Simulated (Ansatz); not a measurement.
## Ligand exchange: GaH2(CH3) + Al(CH3)(SH)2 → GaH(CH3)(SH) + AlH(CH3)(SH)

Species: GaH2(CH3), singlet; Al(CH3)(SH)2, singlet; GaH(CH3)(SH), singlet; AlH(CH3)(SH), singlet. The partners trade H for SH: Ga–H and Al–SH bonds give way to Ga–SH and Al–H.

Shapes, held fixed at every level: PBE0-D4/def2-TZVP. Flexible molecules stand in one conformer, not always the lowest. Programs: Ansatz 0.2.0. Electronic energies: no zero-point or thermal term.

| level | kind | ΔE (kJ/mol) | less CCSD(T)/def2-TZVPP | CPU time (sum over the molecules) |
| --- | --- | --- | --- | --- |
| r2SCAN-D4/def2-TZVPP | meta-GGA | +7.6 | +1.2 | 39 s |
| B3LYP-D4/def2-TZVPP | global hybrid | +6.0 | -0.4 | 38 s |
| wB97M-V/def2-TZVPP | range-separated hybrid | +8.8 | +2.4 | 94 s |
| wB97X-V/def2-TZVPP | range-separated hybrid | +7.7 | +1.3 | 68 s |
| B2PLYP/def2-TZVPP | double hybrid | +5.3 | -1.1 | 46 s |
| CCSD/def2-TZVPP | coupled cluster or CI | +6.6 | +0.2 | – |
| CCSD(T)/def2-TZVPP | coupled cluster or CI | +6.4 | 0.0 | 3.7 min |

The highest level, CCSD(T)/def2-TZVPP, gives ΔE = +6.4 kJ/mol; the levels span +5.3 to +8.8. The column of differences is taken from that level and isn't an error. No measured value is set beside it here. Relativity is left out for Ga. Outer-core shells of Ga are correlated in most correlated rows, in sets that cover them unevenly. Times are processor times on shared x86 and Arm servers, and rough.

The exchange is mildly uphill at every level, +6.4 kJ/mol with CCSD(T), so in these monomers thiolate prefers aluminium and hydride prefers gallium. This fits the greater electropositivity of aluminium: gallium's filled 3d shell screens the nuclear charge poorly, which holds its valence electrons more tightly and makes its bonds less polar. Replacing hydride by the more electronegative sulfur therefore pays more at aluminium.

The preference is probably muted by sulfur lone-pair donation into the empty p orbital on the metal. In the reactant dithiolate two donors compete for one such orbital, whereas in the products each metal serves only one.

Perturbative triples hardly alter the balance, which suggests that correlation effects largely cancel between the two sides. The direction of the exchange is thus consistent across the methods, but its small size makes a fine ranking of the functionals unwarranted. The result doesn't carry over directly to associated species, where bridging hydrides and thiolates could change the preference.
